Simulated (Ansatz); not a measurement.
Cu: the change of pressure with volume per atom

Results calculated with Ansatz 0.2.0, not measured. Periodic Kohn-Sham DFT of a crystal at fixed atoms; pressure and stress are positive in compression; the energy is the free energy less that of spherical unpolarised free atoms; site moments are those in the method's own spheres, positive along +z.

Cell of the first row (space group Fm-3m, No. 225):
```
cell vectors (Å)
   0.0000     1.7904     1.7904
   1.7904     0.0000     1.7904
   1.7904     1.7904     0.0000
atoms (fractions of the cell vectors)
Cu  0.00000  0.00000  0.00000
```

Settings of every row: method frozen-core PAW; functional PBE; relativity scalar; k mesh 20x20x20; filling fermi-dirac; smearing width 0.03 eV; wave cutoff 420 eV; paw set soft_2.

Atom start moment: 0 on all atoms.

| row | volume per atom (Å³) | pressure (GPa) |
| --- | --- | --- |
| 1 | 11.478 | 6.378 |
| 2 | 11.717 | 2.996 |
| 3 | 11.956 | ? |
| 4 | 12.195 | -2.653 |
| 5 | 12.434 | -4.996 |

Question: what pressure should row 3 give?

Worked fit of pressure. Take u = (V_r/V)^(2/3) − 1 with V_r = 11.956 Å³ an atom, which is twice the finite (Eulerian) strain; such expansions in the strain, on which the Birch-Murnaghan equation of state is built, carry the rest volume and the bulk modulus. The shown rows have u = 0.02757, 0.01355, -0.01311, -0.0258. Least squares give pressure = −0.001 + 211.806 × u + 708 × u² GPa; a straight line predicts inner rows, each left out in turn, worse (root mean square 0.29 against 0.0076 GPa). The rows lie off it by 0.001, -0.003, 0.003, -0.002. The pressure vanishes at u = 0.0000, or V = 11.96 Å³ an atom, and there the bulk modulus at fixed shape and fractions is B = −V dP/dV = (2/3)(1 + u) dP/du = 141 GPa. The withheld row has u = 0, so the fit gives −0.001 + 211.806 × (0) + 708 × (0)² = -0.001 GPa.

The calculation gave -0.001 GPa. The fit meets it to the printed digit.
